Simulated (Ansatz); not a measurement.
**Al₃Cu: energy along a strain**

Al₃Cu, Pm-3m, a = 3.889 Å. The structure is a Materials Project entry; whether it is the stable form wasn't checked. Ansatz: r2SCAN, PAW, 500 eV, Γ-centred 12×12×12 mesh on 4 atoms, Gaussian smearing 0.15 eV; no spin polarisation. Cell vectors (Å): 3.889 0.000 0.000; 0.000 3.889 0.000; 0.000 0.000 3.889. The cell is strained by x per cent times the pattern (0 0 0 0 0 1) in the order xx yy zz yz xz xy (engineering shears), with fractional coordinates held. y is the free energy over the start, V0 = 14.706 Å³/atom. Symmetry makes y even in x. Points with a strain past 8.5 % were computed too (2) and aren't used here.

| x (%) | y (meV/atom) |
| --- | --- |
| -5.00 | 4.74 |
| 0.00 | 0.00 |
| 2.50 | 1.39 |
| 6.25 | 7.03 |
| 7.50 | ? |

**Question.** Fit y = c2 x² + c4 x⁴ to the other rows, get the stiffness along the pattern, and predict the missing energy.

**Answer.** Least squares on the rows shown. y = 0.2134 x² − 0.0008692 x⁴. The clamped-ion stiffness p·C·p = 2 × 2.134 eV × 160.2 / 14.706 Å³ = 46 GPa, which is C66 in these axes (C44 of the cubic crystal). At x = 7.50 the fit asked for gives 9.25 meV/atom. The run gave 9.83 meV/atom, so the fit is 0.58 meV/atom too low, 5.9 % of the span of the series, against an rms of 0.06 meV/atom on the fitted rows. The row lies outside the fitted range. With a term in x⁶ added, a fit to the same known rows (none to spare) predicts 10.44 meV/atom, which misses by about as much or more on the other side: the known rows don't fix the higher terms.

Cost: 7 runs of about 8.8 core-minutes in all, on Intel Xeon Processor @ 2.50GHz (Skylake/Cascade Lake) (shared hosts).

The energy rises at every sheared point, so the cubic cell resists this shear, but less than harmonically: energy divided by strain squared falls steadily from the smallest strain to the largest. The fall slows towards the end, which is why a negative quartic term fixed at smaller strains undershoots the 7.50 % row. The fit also lies below the computed 1.39 meV/atom at 2.50 %, which suggests that the small-strain stiffness is somewhat above 46 GPa.

The shear stretches one face diagonal and shortens the other, so the resistance reflects a balance between short-range repulsion and metallic cohesion. Shear-induced shifts of bands near the Fermi level may add to the softening. Holding the fractional coordinates costs nothing here: every atom sits on an inversion centre that the shear preserves, so internal forces vanish by symmetry and the clamped-ion constant equals the relaxed one. Mechanical stability of the cubic cell would also require resistance to tetragonal shear and to volume change, which this series doesn't probe.
